Dear colleague,

Your five Eg lines in CaWO4 are exact doublets, and that fact also cuts the cost of computing E modes.

Herring's criterion: take one space-group element g = {R|t} per translation coset with Rq ≡ −q, and let χ be the character of a small irrep, Bloch phase included. For phonons (time reversal squares to +1), Σχ(g²) = +h, −h or 0, with h the order of the point group of q. These mean no extra degeneracy, the same irrep doubled, or two inequivalent irreps paired. If no such g exists, only ω(q) = ω(−q) follows.

Scheelite (I4₁/a, C4h, 12 atoms per primitive cell) has displacement characters 36 for E, −4 for C2, S4 and S4³, and 0 otherwise, giving 3Ag + 5Bg + 5(¹Eg+²Eg) + 5Au + 3Bu + 5(¹Eu+²Eu). At Γ four squares are E and four are C2, so the sum is 4χ(E) + 4χ(C2): 8 for A and B, 0 for ¹E and ²E. The dynamical matrix is real, so the ²E block is the conjugate of the ¹E block H, with the same spectrum. One block suffices.

Now put a light substituent on a W site (S4, h = 4, sum 2χ(E) + 2χ(C2) = 0) of a 96-atom supercell and ask for its local E mode. N = 288, and I set the block size p = N/4 = 72; on-axis atoms add slightly.

Costs (flop = one real addition or multiplication). Reducing a real symmetric n×n matrix to tridiagonal form takes 4m² at trailing size m, hence 4n³/3; complex arithmetic costs four times more.
Full: 4N³/3 flops, N² reals.
Direct block: 16p³/3, sixteen times less, 2p² reals.
Shifted power iteration in the block: 8p² per product, k+1 products for k steps, 2p² reals; break-even at 2p/3 = 48 products.
S4 permutes coordinates with signs and χ = ±1, ±i, so building H costs 2p² additions. Omitted terms: 3/(2p) ≈ 2 % in the reduction, and 50 bisections of 3p flops, 0.5 %.

Model: a ring with H(n,n) = a, H(n,n+1) = ia/2 = H(n+1,n)*, plus Δ/p in every entry. Plane waves give ω² = a − a·sin(2πj/p) + Δ·δ(j,0): a band from 0 to √(2a) and an exact split-off mode ω₀² = a + Δ. This mode is the extended j = 0 wave and stands for the local mode only in its frequency. I choose √(2a) = 900 cm⁻¹, near the typical top Raman line of about 910 cm⁻¹, so a = 0.405×10⁶ cm⁻², and assume ω₀ = 1200 or 930 cm⁻¹.

Iterate H − a from a unit vector on one site, a blind start that weights all modes 1/p. Odd powers of the sine sum to zero, and sin²ᵏ sums to p·C(2k,k)/4ᵏ (exact for 2k < p, relative correction below 10⁻¹² at k = 47). The Rayleigh quotient is

ρ = a + Δ/(1+ε), ε = p·s²ᵏ·C(2k,k)/4ᵏ, s = a/Δ = 0.391 or 0.881,

and δω = ω₀ − √ρ ≈ (Δ/2ω₀)·p·s²ᵏ/√(πk) for small ε and large k.

method | 10⁶ flops | reals | δω(1200) | δω(930), cm⁻¹
k = 5 | 0.26 | 10368 | 0.64 | 236
k = 8 | 0.38 | 10368 | 0.0018 | 177
k = 10 | 0.47 | 10368 | 4×10⁻⁵ | 133
k = 30 | 1.30 | 10368 | rounding | 0.89
k = 47 | 2.00 | 10368 | rounding | 0.009
direct block | 2.00 | 10368 | rounding | rounding
full | 31.9 | 82944 | rounding | rounding

Among the tabulated methods, from the blind start, the cheapest for 1 cm⁻¹ is k = 5 at 1200 and k = 30 at 930. For 0.01 cm⁻¹ it is k = 8 at 1200; at 930, k = 47 only ties the direct block, whose reduction serves all 72 modes. One step fewer misses the target in each case.

Within 0.5×10⁶ flops the best of them is k = 10, ample at 1200 and useless at 930. Within 2.5×10⁶ it is the direct block. A limit of 2×10⁴ reals excludes the full matrix. For one mode I prefer Lanczos in the block. After k+1 products its space contains the power iterate and also the Chebyshev polynomial T_k((H − a)/a) applied to the start vector, so its deviation is never larger than for either. For 2k < p, T_k² sums over the band to p/2 − cos²(kπ/2), and T_k = cosh(kη) at the mode, η = arccosh(1/s). The Chebyshev vector thus has the same ρ with ε = [p/2 − cos²(kπ/2)]/cosh²(kη), which falls as exp(−1.03k) at 930 against exp(−0.25k) for powers. Hence Lanczos gives δω(930) ≤ 1.2, 0.43 and 0.007 cm⁻¹ at k = 10, 11 and 15 (0.47, 0.51 and 0.67×10⁶ flops), and δω(1200) ≤ 0.18 and 0.008 cm⁻¹ at k = 4 and 5 (0.22 and 0.26×10⁶). Its vector operations, about 30p flops per step, add 5 %. At 930 it meets 0.01 cm⁻¹ for about a third of the direct block's cost.

The start vector matters too. A true local mode started on the substituent's coordinates has weight of order 1. With an assumed weight 1/2 on the mode and the rest spread evenly, ε is divided by p − 1. At 930 power iteration then meets 1 cm⁻¹ at k = 15 and 0.01 cm⁻¹ at k = 31 (1.34×10⁶ flops, below the direct block), and Lanczos meets 0.01 cm⁻¹ by k = 11. These numbers are the model's, for its smooth band, assumed gaps and start vectors.